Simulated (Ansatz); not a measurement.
## How methods differ on [BNH4]− (SMILES [BH2-]N)

[BNH4]−: 6 atoms, total charge -1, spin state doublet. SMILES: `[BH2-]N`. The shape is that of a GFN2-xTB optimisation.

```xyz
6

B    -0.4092   -0.6844    0.1812
N    -0.1751    0.8689    0.0985
H     0.6202   -1.3231    0.5739
H    -0.8077   -1.1319   -0.9153
H     0.2962    1.1340   -0.7764
H     0.4756    1.1365    0.8381
```

Each level gives the energy change with the B1–H3 bond stretched from 1.274 to 2.547 Å (eV). The values are calculated.

```csv
level,kind,program,value (eV),less FCI/STO-3G,CPU time (all runs)
U-revPBE/STO-3G,GGA,Ansatz,3.82,-0.82,2.6 s
U-r2SCAN/STO-3G,meta-GGA,Ansatz,4.16,-0.48,5.4 s
U-r2SCAN0/STO-3G,hybrid meta-GGA,Ansatz,4.51,-0.13,5.3 s
UB3LYP/STO-3G,global hybrid,Ansatz,4.14,-0.50,2.6 s
UCAM-B3LYP/STO-3G,range-separated hybrid,Ansatz,4.47,-0.17,3.2 s
UB2PLYP/STO-3G,double hybrid,Ansatz,4.52,-0.12,2.5 s
RPA@PBE/STO-3G,RPA,Ansatz,3.96,-0.68,3.4 s
UMP2/STO-3G,perturbation theory,Ansatz,5.17,+0.53,0.16 s
UBCCD(T)/STO-3G,coupled cluster or CI,Ansatz,4.66,+0.02,0.46 s
FCI/STO-3G,exact in the basis,Ansatz,4.64,0.00,16 s
```

FCI/STO-3G is exact within its basis and frozen core, so for wave-function methods in that basis the difference is their error; functionals converge differently with the basis, so for them it is only a difference. Sets without diffuse functions describe the anion poorly. The first shape isn't each level's own minimum. The values span 3.82 to 5.17 eV. Spin contamination of the reference (⟨S²⟩ at least 0.1 too high) touches U-r2SCAN/STO-3G, U-r2SCAN0/STO-3G, UCAM-B3LYP/STO-3G, UB2PLYP/STO-3G, UMP2/STO-3G, UBCCD(T)/STO-3G. All rows use very small basis sets, so even the best lies far from the true value. CPU times are rough (shared hosts, several kinds of processor): they show what a rung costs within a factor of a few.

Stretching the B–H bond costs 4.64 eV in the FCI calculation, and coupled cluster comes within 0.02 eV of that, whereas MP2 overshoots by 0.53 eV. The cost reflects the loss of overlap between the boron σ hybrid and hydrogen 1s. As this overlap fades, the bonding and antibonding σ levels draw together and configurations beyond the leading one gain weight. The odd electron, which in an aminoborane anion would occupy a π* orbital mainly on boron, can also mix with the breaking bond once planarity is lost. Low-order perturbation theory probably recovers this changing correlation unevenly along the stretch, while coupled cluster treats much of it to infinite order.

All the density functionals and RPA lie below FCI, but this common direction doesn't establish a common error, and the close agreement of some functionals is no proof of accuracy. The energies describe a partial stretch with the rest of the molecule held fixed, so they give neither a relaxed dissociation energy nor the preferred charge distribution of the separated fragments.
